## Squeezing and stretching cobalt

**Q:** I'd like to treat a metal as a spring: so much strain, so much pressure, the same in both directions. How far does that carry for cobalt?

**A:** Here is cobalt in a stacking that repeats after four close-packed layers, with every length scaled together. Volume is given per atom, and energy is counted from the element's standard crystal in the same functional. A negative pressure means that the crystal pulls inward and has to be held open.

Cobalt in a four-atom P6₃/mmc cell, computed with Ansatz 0.2.0 using the PBE functional, scalar-relativistic with collinear spin, PAW and a plane-wave cutoff of 420 eV. The k mesh is 24×24×8, with Gaussian smearing of 0.1 eV. Energies are extrapolated to zero smearing, and pressure is positive in compression.

| volume (Å³/atom) | c/a | shortest distance (Å) | energy over elements (eV/atom) | pressure (GPa) | cell moment (muB) |
| --- | --- | --- | --- | --- | --- |
| 9.624 | 3.2483 | 2.383 | 0.128 | 35.08 | 6.160 |
| 10.238 | 3.2482 | 2.433 | 0.034 | 15.23 | 6.380 |
| 10.878 | 3.2482 | 2.483 | 0.004 | 0.24 | 6.560 |
| 11.544 | 3.2483 | 2.532 | 0.028 | -10.99 | 6.680 |
| 12.236 | 3.2482 | 2.582 | 0.094 | -18.81 | 6.880 |
| 12.956 | 3.2482 | 2.632 | 0.191 | -24.25 | 7.080 |

Take the row at 10.878 Å³ as the relaxed crystal, since its pressure is almost zero. Shortening every length by 4 % leads to the first row, at 35 GPa. Lengthening every length by 4 % leads to the row at 12.236 Å³, where the crystal pulls back with only 19 GPa.

**Q:** Couldn't that be plain geometry? Pressure is force over area, and the stretched crystal has more area.

**A:** It's a fair idea, and it can be worked out. Let x be any distance divided by its value at zero pressure, and V₀ the volume there, 10.89 Å³ per atom. A perfect spring stores the energy E = (9/2)·B·V₀·(1 − x)², where B is the bulk modulus, the resistance to a change of volume. Pressure is the energy released per volume gained, and the volume is V₀x³, so

P = 3B(1 − x)/x².

The x² below the line is your area. It does make the pressure lopsided, but the whole formula gives only a factor of 1.20 between the two rows, whereas the calculation gives 1.87.

**Q:** Perhaps you chose a poor value for B.

**A:** B was fitted to all six pressures, so the spring had its best chance. It still falls 9 GPa short in the most compressed row and gives 7 GPa too much tension in the most stretched one. A larger B would mend the first error and worsen the second.

The energies settle the matter without any fit, because area doesn't enter them. Counted from the row at 10.878 Å³, the squeeze costs 0.128 − 0.004 = 0.124 eV per atom and the stretch 0.094 − 0.004 = 0.090 eV. A perfect spring would charge nearly the same for both. The bonding itself must therefore be stiffer when short than when long.

**Q:** Why would a metallic bond lose stiffness when it's pulled?

**A:** Two things compete at each distance. Neighbouring atoms share their outer electrons, the 3d electrons above all, and this binds them. Against it stands the repulsion of electrons crowded into less room and pushed against the filled inner shells. Both weaken as the atoms move apart, and simple models let both fade roughly exponentially with distance.

The repulsion fades faster, and it is what makes the bond stiff. The attraction pulls harder the closer the atoms come, which by itself would lower the stiffness. Squeezing brings the atoms onto the steep part of the repulsion; stretching takes them to where both forces change more gently. This is the standard picture of metallic bonding. The table gives only the total energy, so it shows the softening but doesn't separate the two contributions.

**Q:** Can you turn that into a number?

**A:** Multiply the spring law by a factor that fades exponentially:

P = 3B(1 − x)/x² · exp[s(1 − x)].

This is the Vinet equation, and s says how fast the stiffness fades. Fitted to the same six pressures, it gives B = 213 GPa and s = 5.56.

Now work out the 4 % stretch. There x = (12.236/10.89)^(1/3) = 1.040, or 1 − x = −0.0396 before rounding. The spring part is 3 × 213 × (−0.0396)/1.081 = −23.4 GPa. The fading factor is exp(−5.56 × 0.0396) = 0.80, and the product is −18.8 GPa, as in the table. That row was part of the fit, so the agreement shows that the form is suitable; it isn't a prediction.

The lopsidedness now splits into two factors. The squeezed and the stretched row lie 0.080 apart in x, so fading contributes exp(5.56 × 0.080) = 1.56. Geometry contributes the 1.20 found before, and 1.20 × 1.56 = 1.87. Your area effect is real, but it's the smaller of the two.

**Q:** Does the good fit prove the exponential?

**A:** No. The Vinet law stays within about 0.2 GPa of every row, but the Birch–Murnaghan equation, which contains no exponential, does almost as well. Both say that near zero pressure the bulk modulus rises by about 4.7 GPa for each GPa of pressure. The numbers establish the softening and its rate, not the formula behind it. The fits and the step-by-step stiffness are printed below.

**Q:** Cobalt is a magnet, and the cell moment grows as the crystal expands. Couldn't magnetism be what makes it soft?

**A:** That deserves a test, because the moment grows by 15 % from the first row to the last. There is also a sound mechanism. If the moment can readjust while the volume changes, the crystal finds a cheaper way to deform, and its bulk modulus drops.

The drop is V·a·(dm/dV)². Here m is the moment per atom, a quarter of the cell moment, and a measures how sharply the energy rises when the moment is forced away from its best value. The table doesn't give a, so I take 1 eV/μB² as a trial value. With it the drop is about 13 GPa in the first step and 10 GPa in the last, while the bulk modulus taken between neighbouring rows falls from 321 to 95 GPa.

**Q:** And if the true a is far from your trial value?

**A:** Another fixed value would rescale the drop in every step alike. To explain the softening, the drop would have to be much larger in the stretched crystal. Yet the moment gains 0.090 μB per Å³ in the first step, where the crystal is stiffest, and 0.069 in the last, where it is softest. With these moments, no fixed a can produce the fall. Only an a that itself rises steeply on stretching could, and the table can't test that. The response is uneven in between, with a dip in the step that ends at 11.544 Å³. That dip may come from the sampling of the electron states, which wasn't varied, so I wouldn't read physics into it. The first and last steps may carry a similar error, and then they count as about equal. Even so, nothing points to a drop that grows strongly on stretching.

**Q:** What should I take from this when I estimate a load?

**A:** A bulk modulus describes only a load that acts equally from all sides, and a single value serves only for small strains. Near zero pressure, the resistance to a further small change of volume is 213 GPa plus 4.7 times the pressure, with tension counted as negative. At 10 GPa of compression that gives 213 + 47 = 260 GPa, and at 10 GPa of tension 213 − 47 = 166 GPa. To estimate the whole change of volume from zero up to such a load, use the value at half the pressure. These values belong to a perfect crystal with still atoms in this density functional; a real piece would yield or crack long before such a tension.

**Q:** Then magnetism is cleared?

**A:** Only the readjustment of the moment looks minor. The moment that is present at every volume also shapes the energy curve, and all six rows contain it. The same six volumes computed without any moment would show how much of the softening belongs to the magnet and how much to the metal.

The analysis program printed:

```
Volume at zero pressure, Å³/atom: 10.89
fit of pressure on 6 rows: coefficient of 3*u/xr**2 195.8 +/- 22; rms 4.98, worst 9.624 -9.29, leave-one-out rms 7.33
fit of pressure on 6 rows: coefficient of 3*u/xr**2*exp(s*u) 212.9 +/- 0.5, s 5.558; rms 0.0959, worst 11.544 0.208, leave-one-out rms 0.171
fit of pressure on 6 rows: coefficient of g 317.3 +/- 1.1, coefficient of g*(xr**(-2) - 1) 174.7 +/- 12; rms 0.139, worst 11.544 0.274, leave-one-out rms 0.32
Pressure (GPa) and energy rise (eV/atom):
     row       P  P spring  P softening      E  E spring  E softening
   9.624   35.08     25.79        35.11  0.124   0.09788       0.1238
  10.238   15.23     12.51        15.24   0.03   0.02501      0.02934
  10.878    0.24    0.2562       0.2793      0         0            0
  11.544  -10.99    -11.05       -10.78  0.024   0.02291      0.02318
  12.236  -18.81    -21.49       -18.76   0.09   0.09364      0.08806
  12.956  -24.25    -31.16       -24.33  0.187    0.2124       0.1858
Pressure at 4 % squeeze over tension at 4 % stretch: 1.865
The same ratio from the spring: 1.2
Energy rise at 4 % squeeze over that at 4 % stretch: 1.378
The same energy ratio from the spring: 1.045
Pressure derivative of bulk modulus, Vinet: 4.706
Pressure derivative of bulk modulus, Birch-Murnaghan: 4.734
Steps ending at each row:
     row  mid volume Å³  local bulk modulus GPa  moment gain muB/Å³  magnetic softening GPa (order only)
  10.238          9.931                   321.1             0.08958                                12.77
  10.878          10.56                   247.3             0.07031                                8.363
  11.544          11.21                     189             0.04505                                3.645
  12.236          11.89                   134.4             0.07225                                9.945
  12.956           12.6                   95.17             0.06944                                9.732
Growth of moment from first to last row, %: 14.94
Fall of local bulk modulus from first to last step, GPa: 225.9
```
